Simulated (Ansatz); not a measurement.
**Ge: energy along a strain**

Ge, Ia-3, a = 6.939 Å. This isn't the element's structure at ambient conditions. Ansatz: PBEsol, PAW, 420 eV, Γ-centred 8×8×8 mesh on 8 atoms, Gaussian smearing 0.15 eV; no spin polarisation. Cell vectors (Å): -3.470 3.470 3.470; 3.470 -3.470 3.470; 3.470 3.470 -3.470. The cell is strained by x per cent times the pattern (1 -1 0 0 0 0) in the order xx yy zz yz xz xy (engineering shears), with fractional coordinates held. y is the free energy over the start, V0 = 20.885 Å³/atom.

```
x (%) y (meV/atom)
-6.00             ?
-3.00         12.59
 0.00          0.00
 1.50          3.18
 4.50         28.61
 6.00         50.48
```

Fit y = c2 x² + c3 x³ to the other rows, get the stiffness along the pattern, and predict the missing energy.

Least squares on the rows shown. y = 1.4055 x² − 0.00018279 x³. The clamped-ion stiffness p·C·p = 2 × 14.05 eV × 160.2 / 20.885 Å³ = 216 GPa. At x = -6.00 the fit asked for gives 50.64 meV/atom. The run gave 48.06 meV/atom, so the fit is 2.58 meV/atom too high, 5.1 % of the span of the series, against an rms of 0.10 meV/atom on the fitted rows. The row lies outside the fitted range. With a term in x⁴ added, a fit to the same known rows predicts 49.05 meV/atom, so most of the miss is curvature that the known rows already hold.

The positive energies show that this tetrahedral Ge network resists the volume-conserving (to first order) shear, whose stiffness of 216 GPa is four times the tetragonal shear modulus (C11 − C12)/2. The resistance comes from directional sp3 bonds: the strain changes their angles and, because the atoms can't shift within the cell, their lengths too. Internal relaxation could only lower this stiffness.

The two ends of the series aren't equivalent, with 50.48 meV/atom at 6.00 and 48.06 at -6.00. Ia-3 has no fourfold axis to exchange x and y, so a cubic term is allowed, whereas full cubic symmetry would forbid it. The near-zero fitted coefficient is therefore no evidence of symmetry between the two directions; with only one negative strain among the fitted rows, it is poorly constrained and mixes with the missing quartic term. The miss probably combines even softening with a real odd contribution, though strain-dependent band occupations near the Fermi level may also contribute in this nearly gapless phase.
